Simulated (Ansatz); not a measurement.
# From the elastic tensor of Ru at 22 GPa (stress–strain coefficients) to moduli and sound speeds

These are results of DFT LDA, scalar-relativistic, plane waves, PAW in Ansatz 0.2.0, not measurements. Settings: 420 eV plane-wave cutoff, Γ-centred 18×18×10 mesh, Fermi-Dirac smearing of 0.15 eV. No spin polarisation.

It takes space group P6_3/mmc (No. 194, hexagonal). The conventional cell has a = 2.627 Å, b = 2.627 Å, c = 4.158 Å, α = 90.00°, β = 90.00°, γ = 120.00°. Ru (site symmetry -6m2) has 12 Ru at 2.57 to 2.63 Å as nearest neighbours.

In a metal, frequencies and elastic constants depend on the k mesh and the smearing, soft modes and shear constants most. Other phases may be more stable at this pressure.

Relaxed-ion constants (GPa, on the Cartesian axes of the calculation):
C11 = 809.1, C12 = 291.3, C13 = 271.5, C22 = 809.1, C23 = 271.5, C33 = 903.1, C44 = 247.8, C55 = 247.8, C66 = 258.9 GPa; the others vanish.

Density 13.509 g/cm³; 2 atoms in 24.85 Å³.

The values that follow are for a polycrystal of randomly turned grains, by Hill's mean where one number stands.

With S = C⁻¹: B_V = (C11+C22+C33+2(C12+C13+C23))/9, G_V = (C11+C22+C33−C12−C13−C23+3(C44+C55+C66))/15, 1/B_R = S11+S22+S33+2(S12+S13+S23), 15/G_R = 4(S11+S22+S33−S12−S13−S23)+3(S44+S55+S66); Hill is their mean. Then v_l = √((B+4G/3)/ρ), v_t = √(G/ρ), v_m = [(2/v_t³+1/v_l³)/3]^(−1/3) and Θ = (ħ/k_B)·v_m·(6π²n/V)^(1/3) for n atoms in the volume V; E = 9BG/(3B+G), ν = (3B−2G)/(2(3B+G)) and A^U = 5G_V/G_R + B_V/B_R − 6.

| Item | Value |
| --- | --- |
| Bulk modulus, Voigt / Reuss / Hill | 465.5 / 464.9 / 465.2 GPa |
| Shear modulus, Voigt / Reuss / Hill | 263.4 / 261.8 / 262.6 GPa |
| Young's modulus | 663 GPa |
| Poisson ratio | 0.262 |
| Pugh ratio B/G | 1.77 |
| Universal anisotropy index | 0.03 |
| Longitudinal and transverse sound speeds | 7769 and 4409 m/s |
| Debye temperature from the mean sound speed | 630 K |

Cost: 1 run of about 7 core-minutes, on Arm Neoverse V2 (shared hosts).

Compressed Ru is very stiff against both volume change and shear, with a Hill shear modulus of 262.6 GPa beside a bulk modulus of 465.2 GPa. As a group 8 metal it has mostly filled bonding d states and largely empty antibonding ones, which gives strong cohesion and resistance to shear. C33 exceeds C11, in keeping with an axial ratio below the ideal hcp value and the slightly shorter contacts between basal planes. The elastic anisotropy is nevertheless small.

C12 exceeds C66, and C13 exceeds C44, by less than twice the pressure, the difference expected for purely central forces. This suggests an angular d contribution to the bonding, although internal relaxation in hcp can also shift the balance. The Pugh ratio of 1.77 lies close to the customary brittle–ductile divide and pressure itself tends to raise it, so it settles little about ductility. The constants satisfy the elastic stability conditions for homogeneous strain, but say nothing about phonons at finite wavevector.
